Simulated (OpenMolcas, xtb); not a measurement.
A ladder of methods for Si2H3Cl (SMILES [SiH3][Si]Cl)

Si2H3Cl has 6 atoms, charge 0, and is taken as a triplet. As SMILES, `[SiH3][Si]Cl`. The shape is that of a GFN2-xTB optimisation.

Quantity: the dipole moment, in D. The values are calculated.

| level | kind | program | value (D) |
| --- | --- | --- | --- |
| GFN2-xTB | semi-empirical | xtb | 1.41 |
| GFN0-xTB | semi-empirical | xtb | 1.07 |
| GFN1-xTB | semi-empirical | xtb | 1.37 |
| UHF/STO-3G | Hartree–Fock | OpenMolcas | 3.43 |
| UHF/3-21G | Hartree–Fock | OpenMolcas | 2.97 |
| UHF/def2-SVP | Hartree–Fock | OpenMolcas | 1.61 |
| UHF/def2-SVPD | Hartree–Fock | OpenMolcas | 1.50 |
| ROHF/6-311+G** | Hartree–Fock | OpenMolcas | 2.04 |
| UBLYP/6-311G** | GGA | OpenMolcas | 1.45 |
| U-r2SCAN/6-31G | meta-GGA | OpenMolcas | 2.19 |

The values span 1.07 to 3.43 D. Sets without polarisation functions give poor dipoles.

All three calculations without polarisation functions give larger dipoles than any of those with them. The Si–Cl bond is strongly polar, with chlorine drawing density from the more electropositive silicon. d functions let the chlorine lone pairs and the density around silicon distort towards each other, which probably offsets part of this charge separation and lowers the moment.

Within Hartree–Fock the fall from 3.43 D with STO-3G to 1.50 D with def2-SVPD is not a smooth approach to a limit. The ROHF/6-311+G** value of 2.04 D breaks it despite a more flexible valence basis, and it differs in spin treatment as well as in basis. The closeness of UBLYP, at 1.45 D, to UHF/def2-SVPD therefore does not show that correlation matters little for this moment.

The dipole belongs to the triplet, with two unpaired electrons centred mainly on the divalent silicon. Silylenes, particularly halogenated ones, usually favour a closed-shell singlet, whose different occupation of the silicon lone-pair and p orbitals could give a markedly different moment.
